Stretched zincblende WO pulls back ever harder until its volume has grown by 10 %, but at 18 % it pulls back less. That drop does not come from the old bonds reaching their limit. The numbers point to a change, sudden or gradual, to an electronic state that breaks the cubic symmetry, and the last row falls off the curve that describes the seven before it.

Zincblende WO (F-43m, conventional a = 4.826 Å, 14.05 Å³ per atom at volume ratio 1), scaled evenly at fixed fractional positions, so that the cell stays cubic, each point started afresh from atomic densities and given a light search for lower self-consistent states. Ansatz 0.2.0, plane-wave PAW, scalar-relativistic PBE+U (effective U = 6.2 eV on W d), collinear spin, 420 eV cutoff, 10×10×10 k mesh, Gaussian smearing of 0.02 eV.

```csv
volume ratio,energy above lowest (meV/atom),pressure (GPa),cell moment (μB),largest site moment (μB)
0.8,508.7,71.28,2.00,0.84
0.86,218.2,40.90,2.00,0.90
0.92,62.9,19.38,2.00,0.95
0.96,14.5,8.60,2.00,0.99
1,0.0,-0.01,2.00,1.03
1.04,12.5,-6.87,2.00,1.06
1.1,70.3,-14.63,2.00,1.11
1.18,182.5,-13.38,2.08,1.25
```

The volume ratio compares each cell with the unstrained one. Pressure is positive in compression, so a negative value is the tension needed to hold the stretched cell. The cell moment is the surplus of spin-up over spin-down electrons in the whole cell, and the largest site moment is the part of it assigned to the tungsten atom.

**Three readings of the last row**

The tempting reading is mechanical. The tension of any crystal passes through a maximum when it is pulled apart evenly, because the bonds weaken with distance. A tension that falls from 14.6 to 13.4 GPa looks like the far side of that maximum.

The second reading is magnetic but gradual. The moment on tungsten grows in every step of the expansion, and magnetic atoms often prefer more room. A steadily growing moment might push the crystal outward until the tension drops.

The third reading is a change of state between the last two rows. The cell moment hints at it, since it stays at 2.00 μB through seven rows and is 2.08 μB in the eighth.

**What yielding would look like**

Yielding can be tested by asking how the unstrained crystal should behave as it is pulled. The Birch–Murnaghan equation describes a solid whose bonds stiffen on compression and soften on stretching, without any change of state:

P = (3K/2) (x^(7/2) − x^(5/2)) [1 + ¾ (K′ − 4)(x − 1)], with x = (volume ratio)^(−2/3)

Here P is the pressure, K the bulk modulus at zero pressure and K′ the rate at which it rises with pressure. These two constants were fitted to the pressures of the six rows up to a ratio of 1.04. The row at 1.1 was kept back as a test, and there the curve misses the pressure by only 0.2 GPa.

At 1.18 the same curve asks for a tension of 22 GPa, far above the computed 13.4 GPa. It also keeps a bulk modulus of 84 GPa at that point, against 192 GPa in the unstrained crystal. The old state would be softer there but still resisting, with its maximum tension yet to come. This rests on an extrapolation, and the curve already overstates the tension slightly at 1.04 and more at 1.1, so its values at 1.18, the energy below included, are probably somewhat high. Even so, the miss is more than forty times that of the test row.

**The energies agree with the pressures**

Pressure is the negative slope of energy against volume, so the energies give a second account of the same step. Between ratios of 1.1 and 1.18 the energy rises by 182.5 − 70.3 = 112.2 meV per atom. The volume grows by 0.08 × 14.05 = 1.124 Å³ per atom. The mean pressure over the step is therefore

−0.1122 eV / 1.124 Å³ = −0.0998 eV/Å³ = −16.0 GPa.

Neither row of this estimate took part in the fit. The mean tension of 16.0 GPa is larger than the tension at either end of the step. Unless the energy itself jumped upward in between, the crystal must have gone on pulling harder after 1.1, and the tension must have dropped before 1.18.

That alone would still allow one smooth curve with a hidden peak in tension. The fitted curve narrows the choice, because integrating it predicts the energies without another constant. It meets those of the first seven rows to within 0.6 meV per atom, yet the last row lies 19 meV per atom below it. The computed crystal has found a cheaper way to be large than stretching its old bonds.

**Why a new state lowers the tension**

Each electronic state has its own curve of energy against volume. A state that lies higher in the unstrained crystal can become the lower one on stretching only if its energy climbs less steeply. Since the slope of the energy is the tension, the state that takes over must pull back less. A drop in tension is thus the normal sign of such a crossing, whatever the change in the electrons may be.

The two misses also show roughly where the change falls. If the new state has a constant pressure advantage of 8.6 GPa, it gains energy at a fixed rate as the cell grows, and a gain of 19 meV per atom takes a rise of about 0.03 in the volume ratio. The curves would then cross near 1.15. If the advantage instead grew evenly from zero, the change would begin near 1.13. Both values lie between the last good row and the odd one, as they should if a single change explains both misses.

**What the moments tell**

The constant cell moment has a simple origin. In a magnetic insulator every band is either full or empty, so the numbers of spin-up and spin-down electrons are whole numbers. Here they are 11 and 9, and the moment stays at 2 μB however the cell is squeezed or stretched, as long as the gap remains open. The same runs show an open gap at the points of the k mesh from 0.8 to 1.04, though bands could still meet between those points.

A moment of 2.08 μB goes with the loss of this gap. The run at 1.18 is metallic, and it alone carries a warning that the number of filled bands differs between k points, as is normal in a metal. On balance only 0.04 of an electron per cell has changed its spin, since each such change counts twice in the moment. The extra moment is therefore a marker of the new state rather than a measure of how far the bonding has changed. 
The symmetry tells more about that state. At 1.18 the symmetry operations fall from 24 to 6, although the atoms still sit in a cubic arrangement. The electrons have therefore broken the cubic symmetry by themselves. Six operations leave a single threefold axis, so one of the four bonds around each atom now differs from the other three. The atoms also feel forces, and the cell a shear stress near 3 GPa, both of which vanish by symmetry in the old state. The fixed cubic cell is thus not a resting shape for the new state, and its energy could fall further if atoms and cell were free to move. These figures do not say which orbitals have been refilled.

The growing tungsten moment is a weaker clue than it seems. From 0.8 to 1.04 the site moment rises by 26 %, while the moment of the tungsten d electrons, obtained by projection onto atomic orbitals, rises by only 5 %. The second measure starts from a larger value, so in absolute terms the gains are closer, 0.22 against 0.10 μB. With the total fixed, much of the site's gain reflects how the spin density is shared out between tungsten, oxygen and the space between them. A small, steady magnetic push could still be hidden in the fitted constants, but it would give no reason for a sudden drop in tension.

**Jump or gradual change**

The numbers do not settle whether the new state appears at once or grows out of the old one. A gradual change would need the gap to close little by little. The gap of the crystal as a whole still widens up to 1.04, but this says little about what follows, because it can never exceed the gap of either spin direction alone. One of those shrinks on stretching. It is 0.60 eV wider than the overall gap at 0.96 and only 0.18 eV wider at 1.04, so the overall gap is expected to turn and narrow soon afterwards. A straight line through the shrinking gap at 0.96 and 1.04 still leaves about 0.8 eV at 1.18. This leans towards a jump, but that gap shrinks faster towards 1.04 than it did before, so the straight line may leave it too wide. The line also describes only the cubic state, and a gradual loss of symmetry could narrow the gap in its own way. The extra moment, moreover, needs empty spin-up bands to meet filled spin-down ones, for which this gap is only a proxy.

A jump would also suit the method. A Hubbard correction as strong as the one used here favours whole occupations of the d orbitals and often yields several self-consistent solutions for the same crystal. Each run may settle in any of them, and a light search for lower states does not guarantee the lowest. None of these runs was flagged for this, but the makers of the data give a general caution, based on tests on other systems, that a state may not be the lowest. The last row could thus be the first to reach a solution that was already lower at 1.1. Such a solution would need a mean tension above 16.0 GPa from there to 1.18, yet it ends at 13.4 GPa, so it would have to be past its own largest tension. A crossing between the two rows is the simpler reading, though only runs that follow both states can confirm it.

**What to do about it**

- Fit bulk modulus and equilibrium volume to the first seven rows only. A curve drawn through all eight would mix two states and describe neither.
- Do not read the largest tension in the table as the strength of the material. It is merely the last value computed before the state changed.
- Follow both states through the gap between the rows. Start runs at 1.12, 1.14 and 1.16 once from the electron density and d-orbital occupations of the 1.1 row and once from those of the 1.18 row, and keep the lower energy at each volume. Do not impose cubic symmetry on these runs, since that would rule out the new state.
- Relax the atoms and the cell shape in the new state, starting from a slightly distorted cell so that the cubic symmetry is not kept by default. The forces and the shear stress at 1.18 show that the cubic cell is not where it would settle.
- Carry the new state back to a ratio of 1 as well. If it is lower there too, the unstrained crystal in this table is not the ground state, and its bulk modulus belongs to the wrong solution.
- Repeat the comparison with a weaker Hubbard correction and with spin–orbit coupling, which is strong in tungsten and need not leave the moment a whole number. Antiferromagnetic order needs a larger cell with at least two tungsten atoms.

For other magnetic insulators under strain, three columns make a quick check. When the cell moment leaves its whole number, the tension drops and the energy falls below the extrapolated curve in the same step, suspect a change of state before a broken bond. The printed output below gives the fit and its misses row by row.

Numerical output:

```
fit of pressure on 6 rows (v < 1.07): coefficient of t1 192.5 +/- 0.3, coefficient of t2 97.71 +/- 2.8; rms 0.0259, worst 1.04 -0.0434, leave-one-out rms 0.103
  rows outside the fit (model, value, miss): 1.1 -14.81, -14.63, -0.183; 1.18 -21.99, -13.38, -8.61
Curve fitted to pressures up to 1.04 against the calculation:
   row  P computed GPa  P curve GPa  E computed meV/atom  E curve meV/atom
   0.8           71.28        71.29                508.7             508.5
  0.86            40.9        40.86                218.2             218.2
  0.92           19.38        19.38                 62.9             62.96
  0.96             8.6        8.618                 14.5             14.56
   1.0           -0.01            0                    0                 0
  1.04           -6.87       -6.913                 12.5             12.57
   1.1          -14.63       -14.81                 70.3             70.86
  1.18          -13.38       -21.99                182.5             201.8
Bulk modulus at ratio 1 (GPa): 192.5
Pressure derivative of the bulk modulus: 4.507
Largest energy miss of the curve up to ratio 1.1 (meV/atom): 0.5565
Bulk modulus left on the old curve at 1.18 (GPa): 83.8
Mean pressure from energies between 1.04 and 1.1 (GPa): -10.99
Mean pressure from energies between 1.1 and 1.18 (GPa): -16
Pressure at 1.18 above the old curve (GPa): 8.608
Energy at 1.18 below the old curve (meV/atom): 19.3
Volume ratio of the change if a jump with constant pressure difference: 1.154
Volume ratio of the onset if the pressure difference grows evenly from zero: 1.129
Growth of W site moment from 0.8 to 1.04 (%): 26.19
Growth of orbital-projected W d moment from 0.8 to 1.04 (%): 5.296
First spin channel gap continued in a straight line to 1.18 (eV): 0.7762
```
